**Ratio of the 4p1/2 and 4p3/2 hyperfine constants in Cs3+ to Lu3+**

The table holds one-electron magnetic hyperfine constants A/g_I of 4p1/2 and 4p3/2, their ratio and the 4p1/2 small-component weight from configuration-averaged Dirac-Coulomb Hartree-Fock with a Fermi nucleus, together with <r⁻³>(4p) from non-relativistic Hartree-Fock. The program compares the ratio with the point-nucleus one-electron Dirac formula using the bare nuclear charge, with the same formula using a screened charge taken from <r⁻³>, and with a line 5 + b·w fitted to the small weight w. The bare-charge formula has no fitted constant and lies 1.0 to 1.7 % below the table, while the screened charge falls 18 to 29 % short. The small-weight line fits the series to 0.6 % rms but fails on the 2p, 3p and 5p shells of Ce3+, where the weight changes by a factor 61 and the ratio by 1.9 %. The output also lists the separate enhancements of the two j over the non-relativistic formula and the row-to-row steps around the change from 5p to 4f filling.

Trivalent ions, computed as spherical atoms at the basis-set limit with the B-spline radial atomic code 1, by Dirac-Coulomb Hartree-Fock averaged over the nl configuration with a Fermi nucleus. <r⁻³> is from non-relativistic configuration-average Hartree-Fock with a point nucleus. A/g_I is the hyperfine constant of one electron in the orbital over g_I = μ/(I μ_N).

## Script

```python
# Table: one-electron hyperfine A/g_I of 4p1/2 and 4p3/2 (Dirac-Coulomb Hartree-Fock, Fermi nucleus), small weight,
# and non-relativistic HF <r^-3>, B-spline radial code 1, ions Cs3+ to Lu3+. Tested: ratio from the point-nucleus
# Dirac one-electron formula with bare Z, the same with a screened charge, and 5 + b*(small weight).
T = {
    'ion': ['Cs3+', 'Ba3+', 'La3+', 'Ce3+', 'Pr3+', 'Nd3+', 'Pm3+', 'Sm3+', 'Eu3+', 'Gd3+', 'Tb3+', 'Dy3+', 'Ho3+', 'Er3+', 'Tm3+', 'Yb3+', 'Lu3+'],
    'Z': [55, 56, 57, 58, 59, 60, 61, 62, 63, 64, 65, 66, 67, 68, 69, 70, 71],
    'N': [52, 53, 54, 55, 56, 57, 58, 59, 60, 61, 62, 63, 64, 65, 66, 67, 68],
    'configuration': ['[Kr] 4d10 5s2 5p4', '[Kr] 4d10 5s2 5p5', '[Kr] 4d10 5s2 5p6', '[Xe] 4f1', '[Xe] 4f2', '[Xe] 4f3', '[Xe] 4f4', '[Xe] 4f5', '[Xe] 4f6', '[Xe] 4f7', '[Xe] 4f8', '[Xe] 4f9', '[Xe] 4f10', '[Xe] 4f11', '[Xe] 4f12', '[Xe] 4f13', '[Xe] 4f14'],
    'A_lo': [75580, 83900, 93070, 101800, 111100, 121000, 131500, 142800, 154800, 167700, 181400, 196100, 211800, 228600, 246600, 265900, 286500],  # MHz
    'A_hi': [11160, 12250, 13430, 14490, 15600, 16750, 17940, 19180, 20480, 21830, 23230, 24690, 26210, 27790, 29430, 31140, 32910],  # MHz
    'ratio': [6.77, 6.848, 6.929, 7.023, 7.121, 7.224, 7.331, 7.442, 7.559, 7.681, 7.81, 7.942, 8.082, 8.227, 8.38, 8.539, 8.705],
    'r_m3': [208.1, 227.9, 249.3, 268.0, 287.4, 307.4, 328.2, 349.7, 371.9, 395.0, 418.8, 443.5, 469.0, 495.3, 522.6, 550.7, 579.7],  # bohr⁻³
    'small_lo': [0.000707, 0.00076, 0.000815, 0.000863, 0.000911, 0.00096, 0.00101, 0.00106, 0.00111, 0.00117, 0.00122, 0.00128, 0.00134, 0.00139, 0.00145, 0.00152, 0.00158],
}
import numpy as np
from scipy import constants as c
from scipy.optimize import brentq
pc = c.physical_constants
C = c.mu_0/(4*np.pi)*2*pc['Bohr magneton'][0]*pc['nuclear magneton'][0]/(c.h*pc['Bohr radius'][0]**3)/1e6
ion = T['ion']
Z, lo, hi, R, r3, w = (np.array(T[k], float) for k in ('Z', 'A_lo', 'A_hi', 'ratio', 'r_m3', 'small_lo'))
def F(z, n, k):  # Dirac one-electron hyperfine factor over its non-relativistic value 1/(3 n^3), p shell
    g = np.sqrt(k*k - (z*c.alpha)**2); nr = n - abs(k); N = np.sqrt(nr*nr + 2*nr*g + k*k)
    return 3*n**3*k*(2*k*(g + nr) - N)/(N**4*g*(4*g*g - 1))
def rat(z, n=4):
    return 5*F(z, n, 1)/F(z, n, -2)
e1, e3 = lo/(C*8/3*r3), hi/(C*8/15*r3)
Zs = (192*r3)**(1/3)
b = np.sum(w*(R - 5))/np.sum(w*w)
mods = {'bare Z': rat(Z), 'screened Z': rat(Zs), 'small weight': 5 + b*w}
err = {k: 100*(v/R - 1) for k, v in mods.items()}
print(f"constant {C:.2f} MHz bohr^3; A/<r^-3>: p1/2 {C*8/3:.1f}, p3/2 {C*8/15:.2f}; non-rel. ratio 5")
print(f"small-weight fit: ratio = 5 + b*w, b = {b:.0f}")
print("E = A over non-rel. formula (tab: table, mod: bare Z); errors of ratio in %")
print("ion   E1/2tab mod   E3/2tab mod   ratio bareZ  err: bare screened weight")
for i, s in enumerate(ion):
    print(f"{s:5s} {e1[i]:.3f} {F(Z[i],4,1):.3f}  {e3[i]:.3f} {F(Z[i],4,-2):.3f}  {R[i]:.3f} {mods['bare Z'][i]:.3f}"
          f"  {err['bare Z'][i]:+.2f} {err['screened Z'][i]:+.1f} {err['small weight'][i]:+.2f}")
for k, v in err.items():
    j = np.argmax(abs(v))
    print(f"{k}: rms error {np.sqrt(np.mean(v*v)):.2f} %, worst {ion[j]} {v[j]:+.2f} %")
print(f"rounding: ratio 0.0005; E up to {100*5/hi[0]+100*0.05/r3[0]:.2f} %; weight model up to {b*5e-6:.3f} in ratio")
print(f"screened charge {Zs[0]:.1f} to {Zs[-1]:.1f}, its ratio {mods['screened Z'][0]:.2f} to {mods['screened Z'][-1]:.2f}")
dz = np.array([brentq(lambda z: rat(z) - r, 1, 110) for r in R]) - Z
print(f"charge matching the ratio minus Z: {ion[0]} {dz[0]:+.2f}, La3+ {dz[ion.index('La3+')]:+.2f}, {ion[-1]} {dz[-1]:+.2f}")
q = lambda a: a[-1]/a[0]
print(f"Lu/Cs factors: A1/2 {q(lo):.3f}, A3/2 {q(hi):.3f}, <r^-3> {q(r3):.3f}, E1/2 {q(e1):.3f}, E3/2 {q(e3):.3f}, ratio {q(R):.3f}")
p = lambda a: np.polyfit(np.log(Z), np.log(a - 5), 1)[0]
print(f"power of Z in (ratio - 5): table {p(R):.2f}, bare Z model {p(mods['bare Z']):.2f}")
print("steps    d<r^-3> dA1/2 dA3/2 dw*1e6 d(ratio) bare Z model")
for s in ('Cs3+', 'Ba3+', 'La3+', 'Ce3+'):
    i = ion.index(s); d = lambda a: a[i+1] - a[i]
    print(f"{s[:2]}->{ion[i+1][:2]}   {d(r3):.1f} {d(lo):.0f} {d(hi):.0f} {1e6*d(w):.0f} {d(R):.3f} {d(mods['bare Z']):.3f}")
# further outputs of the same Ce3+ Dirac run: n -> A(p1/2), A(p3/2) in MHz, small weight of p1/2
ce = {2: (2422890, 344758.1, 0.0100304), 3: (487719.2, 69476.12, 0.003024983),
      4: (101787, 14494.19, 0.0008626384), 5: (14853.61, 2075.52, 0.000164707)}
r3_dirac = 301.0867  # Dirac <r^-3> of Ce3+ 4p3/2, bohr^-3, same run
print("Ce3+ shells: ratio, small weight, bare Z model (err %), weight model (err %)")
rc = []
for n, (a1, a3, ww) in ce.items():
    r = a1/a3; rc.append(r); m = rat(58, n); s = 5 + b*ww
    print(f"{n}p  {r:.3f}  {ww:.6f}  {m:.3f} ({100*(m/r-1):+.1f})  {s:.2f} ({100*(s/r-1):+.0f})")
print(f"Ce3+: weight 2p/5p factor {ce[2][2]/ce[5][2]:.0f}; ratio spread {100*(max(rc)/min(rc)-1):.1f} %")
an = C*8/15*r3_dirac
print(f"Ce3+ 4p3/2: non-rel. formula with Dirac <r^-3> gives {an:.0f} MHz, {100*(an/ce[4][1]-1):+.1f} % off")
assert np.all(np.diff(R) > 0) and np.all(e1 > e3) and np.all(e3 > 1)
assert np.all(err['bare Z'] < 0) and np.all(err['bare Z'] > -3) and np.all(err['screened Z'] < -10)
assert max(rc)/min(rc) < 1.03 and ce[2][2]/ce[5][2] > 50
assert 2 < p(R) < 4
```

It prints:

```
constant 95.41 MHz bohr^3; A/<r^-3>: p1/2 254.4, p3/2 50.89; non-rel. ratio 5
small-weight fit: ratio = 5 + b*w, b = 2326
E = A over non-rel. formula (tab: table, mod: bare Z); errors of ratio in %
ion   E1/2tab mod   E3/2tab mod   ratio bareZ  err: bare screened weight
Cs3+  1.427 1.444  1.054 1.079  6.770 6.692  -1.15 -18.1 -1.86
Ba3+  1.447 1.466  1.056 1.082  6.848 6.775  -1.07 -18.4 -1.17
La3+  1.467 1.489  1.059 1.085  6.929 6.861  -0.99 -18.8 -0.48
Ce3+  1.493 1.512  1.063 1.088  7.023 6.950  -1.03 -19.4 -0.22
Pr3+  1.519 1.537  1.067 1.091  7.121 7.044  -1.08 -20.0 -0.03
Nd3+  1.547 1.563  1.071 1.095  7.224 7.141  -1.14 -20.7 +0.12
Pm3+  1.575 1.591  1.074 1.098  7.331 7.243  -1.20 -21.3 +0.25
Sm3+  1.605 1.619  1.078 1.102  7.442 7.349  -1.25 -22.0 +0.31
Eu3+  1.636 1.649  1.082 1.105  7.559 7.460  -1.31 -22.6 +0.30
Gd3+  1.669 1.680  1.086 1.109  7.681 7.576  -1.37 -23.3 +0.52
Tb3+  1.702 1.713  1.090 1.113  7.810 7.697  -1.44 -24.1 +0.35
Dy3+  1.738 1.747  1.094 1.116  7.942 7.824  -1.48 -24.8 +0.44
Ho3+  1.775 1.783  1.098 1.120  8.082 7.957  -1.55 -25.6 +0.43
Er3+  1.814 1.820  1.103 1.124  8.227 8.096  -1.59 -26.3 +0.07
Tm3+  1.855 1.860  1.107 1.128  8.380 8.242  -1.65 -27.1 -0.09
Yb3+  1.898 1.901  1.111 1.132  8.539 8.395  -1.69 -27.9 -0.04
Lu3+  1.942 1.945  1.116 1.136  8.705 8.555  -1.72 -28.7 -0.35
bare Z: rms error 1.36 %, worst Lu3+ -1.72 %
screened Z: rms error 23.14 %, worst Lu3+ -28.72 %
small weight: rms error 0.61 %, worst Cs3+ -1.86 %
rounding: ratio 0.0005; E up to 0.07 %; weight model up to 0.012 in ratio
screened charge 34.2 to 48.1, its ratio 5.55 to 6.20
charge matching the ratio minus Z: Cs3+ +0.94, La3+ +0.77, Lu3+ +0.89
Lu/Cs factors: A1/2 3.791, A3/2 2.949, <r^-3> 2.786, E1/2 1.361, E3/2 1.059, ratio 1.286
power of Z in (ratio - 5): table 2.91, bare Z model 2.90
steps    d<r^-3> dA1/2 dA3/2 dw*1e6 d(ratio) bare Z model
Cs->Ba   19.8 8320 1090 53 0.078 0.083
Ba->La   21.4 9170 1180 55 0.081 0.086
La->Ce   18.7 8730 1060 48 0.094 0.090
Ce->Pr   19.4 9300 1110 48 0.098 0.093
Ce3+ shells: ratio, small weight, bare Z model (err %), weight model (err %)
2p  7.028  0.010030  7.035 (+0.1)  28.33 (+303)
3p  7.020  0.003025  6.994 (-0.4)  12.04 (+71)
4p  7.023  0.000863  6.950 (-1.0)  7.01 (-0)
5p  7.157  0.000165  6.918 (-3.3)  5.38 (-25)
Ce3+: weight 2p/5p factor 61; ratio spread 1.9 %
Ce3+ 4p3/2: non-rel. formula with Dirac <r^-3> gives 15321 MHz, +5.7 % off
```
